The molecule is the radical H₂B–P–GeH₃, with boron, phosphorus and germanium as atoms 1, 2 and 3. Hydrogens 4 and 5 sit on boron, 6 to 8 on germanium. Each row describes a bond critical point, the place between two bonded atoms where the electron density is lowest along the bond and highest across it. In this molecule the density there is about 0.09 to 0.19 electrons per cubic bohr.

The Laplacian is the sum of the density's three curvatures at that point, two across the bond and one along it. The ellipticity compares the two curvatures across: it is zero for a bond of round cross-section. The energy density is the sum of a positive kinetic and a negative potential part.

Gas-phase M06-2X/6-311G(d,p) single-point calculation with PySCF 2.14.0 for the neutral doublet radical H₂B–P–GeH₃ at its GFN2-xTB geometry. Each row is a QTAIM bond critical point between two atoms, numbered 1 B, 2 P, 3 Ge, 4–5 H on B and 6–8 H on Ge.

```tsv
row	density (a.u.)	first atom	second atom	laplacian (a.u.)	ellipticity	energy density (a.u.)
1	0.186	1.000	4.000	-0.273	0.325	-0.201
2	0.185	1.000	5.000	-0.261	0.335	-0.199
3	0.158	1.000	2.000	-0.379	0.133	-0.137
4	0.138	3.000	7.000	0.072	0.005	-0.090
5	0.138	3.000	6.000	0.067	0.005	-0.089
6	0.138	3.000	8.000	0.072	0.001	-0.089
7	0.094	2.000	3.000	-0.037	0.047	-0.045
```

**(a) Which kind of bond has the densest bond point, which the thinnest, and why?**

*Solution.* The B–H points are densest, at about 0.19, and the P–Ge point is thinnest, at half of that. B–H is also the shortest bond, 1.17 Å, and P–Ge the longest, 2.29 Å. Small atoms keep their valence electrons close, so they bond at short range and their shared electrons are packed into a small space. Phosphorus and germanium have larger valence shells, which spread a shared pair more thinly.

**(b) Can the density then be read off from the bond length?**

*Solution.* Only roughly. B–P is 0.33 Å longer than Ge–H and yet denser, 0.158 against 0.138. No rule in which density simply falls with length can reproduce that order.

A straight line for the logarithm of the density against length, fitted to all seven rows, shows the size of the failure; its details are in the output after this text. Relative to the computed densities, the line is 20% too low for B–P, although that row was part of the fit, and 9% too high for Ge–H. Length carries the broad trend, and the rest depends on which atoms are joined and how.

B–P also differs from the other bonds in kind. Its Mayer bond order, a count of shared electron pairs, is 1.25, clearly more than the one pair of a single bond. It is also about 0.1 Å shorter than rough single-bond radii suggest. Phosphorus thus seems to give some electron density to the nearly empty p orbital of boron. Such a π bond has a node on the bond line, so it can raise the density at the bond point only indirectly, by pulling the atoms together.

**(c) P–Ge has the lowest density. Does it share fewer electrons than B–H?**

*Solution.* No. The Mayer bond order is 0.98 for P–Ge and 0.96 to 0.98 for B–H, so each bond shares about one pair. What differs is how tightly the pair is held.

The curvature across the bond shows this directly. Divided by the density, its size is $0.79/0.186 \approx 4.2$ for B–H and $0.17/0.094 \approx 1.8$ for P–Ge. The density of P–Ge therefore falls off more gently to the side, as it does for a broad, thin cloud. Between different pairs of elements, a lower density at the bond point therefore need not mean fewer shared pairs. It can simply mean a less compact bond.

**(d) A double bond is flattened by its π electrons and so has a sizeable ellipticity. Why do the B–H bonds, which are single, have the largest ellipticity?**

*Solution.* Their bond order is about one, as part (c) showed, so π electrons of a double bond are not the reason. Their ellipticity is nevertheless 0.33, well above the 0.13 of B–P, the one bond with some multiple character.

The likely cause lies in the boron atom. It is planar, with three bonds in one plane and a nearly empty p orbital standing upright on it. The density around boron therefore falls off differently within the plane and out of it, and a single bond to boron inherits this unevenness. Germanium has four bonds and no such empty orbital, and the ellipticity of its Ge–H bonds is at most 0.005. This comparison fits the explanation, though the orbitals themselves were not examined. B–P fits it less well: it is a bond to the same boron, yet has less than half the ellipticity of B–H. The boron atom alone therefore does not explain why B–H comes out highest.

**(e) The Laplacian is positive for Ge–H, which could be taken as the mark of an ionic bond. Is Ge–H ionic?**

*Solution.* The energy density speaks against it. Let $L$ be the Laplacian, $H$ the energy density, and $G$ and $V$ its kinetic and potential parts. In atomic units the local virial relation, which is built into this kind of analysis, links them:

$$\tfrac14 L = 2G + V, \qquad H = G + V \quad\Rightarrow\quad G = \tfrac14 L - H .$$

For row 4 this gives

$$G = \tfrac14(0.072) + 0.090 = 0.108, \qquad V = -0.090 - 0.108 = -0.198 .$$

The ratio $|V|/G$ is thus 1.8. The Laplacian turns negative only when this ratio exceeds 2, but the energy density is already negative when it exceeds 1. Ge–H lies between the two limits, where the potential part outweighs the kinetic part, though not twofold. Polar covalent bonds often show this pattern, but some strongly ionic ones do too, so it does not settle the question alone. The bond order of about 0.95 also speaks for a shared pair. The Hirshfeld charges, 0.27 e on germanium and −0.07 to −0.08 e on each of its hydrogens, point to a modest polarity, though charges of this kind tend to come out small.

The curvatures show where the positive sign comes from. Along the bond, Ge–H and B–H are almost alike, with 0.48 and 0.52. Across the bond they differ by nearly a factor of two, with −0.41 and −0.78. The Laplacian of Ge–H thus differs in sign from that of B–H mainly because the density is curved less across the bond, and hardly because of the curvature along it. The wider valence shell of germanium is the natural reason.

**(f) How much would the density of Ge–H change if the bond were 0.01 Å longer, and which digits can then be trusted?**

*Solution.* Far from an atom, the density falls with distance $d$ as $\exp(-2\sqrt{2I}\,d)$, where $I$ is the ionisation energy in atomic units. Midway along a bond of length $R$, $d = R/2$, so the density there varies as $\exp(-\sqrt{2I}\,R)$. With $I$ roughly 10 eV, or 0.37 hartree,

$$\sqrt{2I} \approx 0.86 \text{ per bohr} \approx 1.6 \text{ per Å}.$$

A stretch of 0.01 Å then lowers the density by about 1.6%, which is 0.002 for Ge–H. A bond point does not lie in the far tail of an atom, so this is an order of magnitude only.

It is enough to judge the digits. The geometry comes from a tight-binding method, whose bond lengths may well be off by 0.01 Å or more. The third decimal of the density is then uncertain, and the difference of 0.001 between the two B–H rows is too small to build an explanation on. The gap of 0.02 between B–P and Ge–H is about nine times the estimated change and deserves an explanation.

The estimate also suggests how to read the line of part (b), whose slope is only 0.5 per Å, a third of the rough value found here. Stretching a given bond should thin its density faster than going to a longer bond between larger atoms, because the larger atoms reach further.

**(g) Two signs were used to classify Ge–H. Which of them would more easily change with the settings?**

*Solution.* The sign of the Laplacian. It is the small remainder of two large terms, 0.48 along the bond and −0.41 across it, and amounts to only 15% of the first. If the curvature along the bond were lower by that fraction and the other stayed the same, the sign would flip. A different geometry or basis, or a relativistic treatment of germanium, which this calculation lacks, acts on just these curvatures.

The energy density has more room. The potential part exceeds the kinetic part by about 80%, so a much larger change would be needed to turn its sign. In practice, a small positive Laplacian should first be split into its parts along and across the bond, and the energy density, bond order and atomic charges checked before the bond is called ionic.

The analysis program printed:

```
Length and bond order:
  row  length in A  Mayer order  length less rough radii in A
    1        1.171        0.975                         0.021
    2        1.172        0.962                         0.022
    3        1.834        1.248                        -0.106
    4        1.504        0.948                        -0.006
    5        1.506        0.942                        -0.004
    6        1.505        0.944                        -0.005
    7         2.29        0.976                         -0.01
Curvatures and energy parts in a.u.:
  row   across    along  kinetic G  potential V  ratio V to G
    1  -0.7897   0.5167     0.1328      -0.3337         2.514
    2  -0.7769   0.5159     0.1338      -0.3327         2.488
    3  -0.4187  0.03971    0.04225      -0.1793         4.243
    4  -0.4157   0.4877      0.108       -0.198         1.833
    5  -0.4138   0.4808     0.1057      -0.1947         1.842
    6   -0.413    0.485      0.107       -0.196         1.832
    7  -0.1729   0.1359    0.03575     -0.08075         2.259
fit of log(density) on 7 rows: constant -1.118 +/- 0.21, coefficient of blen -0.5184 +/- 0.13; rms 0.105, worst 3 -0.224, leave-one-out rms 0.15
Length rule, error of B-P density in percent: -20.05
Length rule, error of Ge-H density in percent: 8.556
Density of B-H over P-Ge, ratio: 1.973
Length of B-P less Ge-H in A: 0.329
Density of B-P less Ge-H in a.u.: 0.02
Ellipticity of B-H over B-P, ratio: 2.481
Curvature along the bond, Ge-H over B-H: 0.9384
Curvature across the bond, Ge-H over B-H: 0.5287
Ge-H Laplacian in percent of curvature along: 14.52
Spread of Ge-H Laplacians in a.u.: 0.005
Rough decay of density with length in 1/A: 1.62
Rough change of Ge-H density for 0.01 A in a.u.: 0.002236
```
